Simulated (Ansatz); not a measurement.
SnO: the change of pressure with volume per atom

Results calculated with Ansatz 0.2.0, not measured. Periodic Kohn-Sham DFT of a crystal at fixed atoms; pressure and stress are positive in compression; the energy is the free energy less that of spherical unpolarised free atoms; site moments are those in the method's own spheres, positive along +z.

Cell of the first row (space group P4/nmm, No. 129):
```
SnO
1.0
      3.7244     0.0000     0.0000
      0.0000     3.7244     0.0000
      0.0000     0.0000     4.7373
Sn O
2 2
Direct
  0.00000 0.50000 0.23850
  0.50000 0.00000 0.76150
  0.00000 0.00000 0.00000
  0.50000 0.50000 0.00000
```

Settings of every row: method frozen-core PAW; functional LDA; relativity scalar; k mesh 6x6x5; filling fermi-dirac; smearing width 0.02 eV; wave cutoff 420 eV; paw set soft_2.

Atom start moment: 0 on all atoms.

Limits: PAW files made with PBE.

Limits of some rows: small gap, it may come from the mesh (row 3, 4, 5, 6, 7, 8, 9).

| row | volume per atom (Å³) | pressure (GPa) |
| --- | --- | --- |
| 1 | 16.428 | 3.502 |
| 2 | 16.777 | 1.154 |
| 3 | 17.127 | -0.937 |
| 4 | 17.302 | -1.912 |
| 5 | 17.476 | -2.843 |
| 6 | 17.651 | -3.728 |
| 7 | 17.826 | ? |
| 8 | 18.175 | -6.113 |
| 9 | 18.525 | -7.501 |

Question: what pressure should row 7 give?

Worked fit of pressure. Take u = (V_r/V)^(2/3) − 1 with V_r = 17.389 Å³ an atom, which is twice the finite (Eulerian) strain; such expansions in the strain, on which the Birch-Murnaghan equation of state is built, carry the rest volume and the bulk modulus. The shown rows have u = 0.03863, 0.02417, 0.01017, 0.00335, -0.00332, -0.00992, -0.02904, -0.04131. Least squares give pressure = −2.3874 + 138.533 × u + 356.34 × u² GPa; a straight line predicts inner rows, each left out in turn, worse (root mean square 0.18 against 0.0097 GPa). The rows lie off it by 0.006, -0.015, 0.005, 0.007, 0.000, -0.001, -0.003, 0.001 (root mean square 0.0066 GPa). The pressure vanishes at u = 0.0165, or V = 16.97 Å³ an atom, and there the bulk modulus at fixed shape and fractions is B = −V dP/dV = (2/3)(1 + u) dP/du = 102 GPa. Letting shape and atoms relax would as a rule lower it, by much in layered, chain or molecular crystals. The withheld row has u = -0.01641, so the fit gives −2.3874 + 138.533 × (-0.01641) + 356.34 × (-0.01641)² = -4.565 GPa.

The calculation gave -4.569 GPa. The fit lies 0.004 GPa (0.036 % of the column's range) above it; its largest miss of a shown row is 0.015 GPa.
